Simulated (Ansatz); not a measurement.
## Loss of CH4: B(CH3)3(SH2) → B(CH3)2(SH) + CH4

Gas-phase species: B(CH3)3(SH2), singlet; B(CH3)2(SH), singlet; CH4 (methane) `C`, singlet. This is a balance of energies; it says nothing on the path, which may need atoms to shift.

Shapes, held fixed at every level: PBE0-D4/def2-TZVP. Flexible molecules stand in one conformer, not always the lowest. Programs: Ansatz 0.2.0. The zero-point and thermal change to 298 K, harmonic and unscaled (PBE0-D4/def2-TZVP), is +1.2 kJ/mol.

(1) Estimate ΔH(298 K) of this reaction.

## Answers

(1) The highest level, CCSD(T)/CBS estimate, gives ΔH(298 K) = -88.1 kJ/mol; the levels span -102.8 to -59.5. The column of differences is taken from that level and isn't an error. No measured value is set beside it here. The CBS estimate extrapolates MP2 from def2-TZVPP and def2-QZVPP and adds CCSD(T) − MP2 in the triple-zeta set, cores frozen.

```
               level                    kind  ΔH(298 K) (kJ/mol)  less CCSD(T)/CBS estimate
    SPW92/def2-TZVPP                     LDA               -59.5                      +28.6
   PBE-D4/def2-TZVPP                     GGA               -82.8                       +5.3
r2SCAN-D4/def2-TZVPP                meta-GGA               -89.7                       -1.6
  wB97M-V/def2-TZVPP  range-separated hybrid               -86.6                       +1.5
   B2PLYP/def2-TZVPP           double hybrid              -102.8                      -14.7
    CCSD(T)/def2-SVP   coupled cluster or CI               -87.3                       +0.8
  CCSD(T)/def2-TZVPP   coupled cluster or CI               -87.7                       +0.4
CCSD(T)/CBS estimate   coupled cluster or CI               -88.1                        0.0
```

Loss of methane from the adduct is clearly exothermic at every level, with a coupled-cluster value of -88.1 kJ/mol. In terms of bonds, a B–C and an S–H bond give way to a B–S and a C–H bond, and the weak dative contact between sulfur and boron is given up. The strong C–H bond of methane favours the products, as does π donation from a sulfur lone pair into the empty boron p orbital of the planar thioborane, which partly relieves the electron deficiency at boron.

The coupled-cluster results barely move with the basis set, so the sign and approximate size of the reaction enthalpy are well supported. SPW92 and B2PLYP stray furthest, in opposite directions, probably because the local functional overbinds the adduct while the double hybrid, run without a dispersion term, underbinds it. Since the balance starts from the adduct, it doesn't show how strongly H2S is bound to trimethylborane.
